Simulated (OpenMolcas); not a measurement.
## PO2 (phosphorus dioxide): methods side by side

PO2: 3 atoms, total charge 0, spin state doublet. SMILES: `[O]P=O`. The shape is that of a GFN2-xTB optimisation.

```xyz
3

O     0.3317    1.2263    0.3177
P    -0.4039    0.0770   -0.2121
O     0.0722   -1.3033   -0.1055
```

Quantity: the energy change with the O1–P2 bond stretched from 1.464 to 2.928 Å, in eV. The values are calculated.

| level | kind | program | value (eV) | CPU time (all runs) |
| --- | --- | --- | --- | --- |
| USVWN5/STO-3G | LDA | OpenMolcas | 3.54 | 18 s |
| U-r2SCAN/STO-3G | meta-GGA | OpenMolcas | 2.81 | 17 s |
| UB3LYP/STO-3G | global hybrid | OpenMolcas | 2.47 | 15 s |
| UM06-2X/STO-3G | hybrid meta-GGA | OpenMolcas | ? | 20 s |
| UPBE0/STO-3G | global hybrid | OpenMolcas | ? | 27 s |
| FCI/STO-3G | exact in the basis | OpenMolcas | 0.96 | 88 s |

Estimate what the levels marked ? give.

As computed at these levels: UM06-2X/STO-3G: 3.23 eV; UPBE0/STO-3G: 2.29 eV. The first shape isn't each level's own minimum. The values span 0.96 to 3.54 eV. Spin contamination of the reference (⟨S²⟩ at least 0.1 too high) touches USVWN5/STO-3G, U-r2SCAN/STO-3G, UB3LYP/STO-3G, UM06-2X/STO-3G, UPBE0/STO-3G. All rows use very small basis sets, so even the best lies far from the true value. Times are those of the runs behind each value, whatever else they computed, on shared processors of several kinds: orders of magnitude only.

Every density functional makes stretching the P–O bond much costlier than FCI does, with PBE0 closest at 2.29 eV against 0.96 eV. The FCI result is implausibly small for a bond known to be strong, with σ and partial π character and a large ionic contribution. A minimal basis has no d polarisation functions on phosphorus and cannot let the valence shell of a negatively charged oxygen expand, so it destabilises the bonded molecule far more than the nearly separated fragments. Exact treatment of correlation within that orbital space cannot restore the missing binding. The functionals probably lie higher partly because their correlation energy comes from the density and is not limited by the few available virtual orbitals. Exact exchange alone does not order the results: B3LYP and PBE0 fall below r2SCAN, but M06-2X, with the largest share, lies above it. Closeness to FCI here therefore does not show which functional would best describe the real P–O bond.
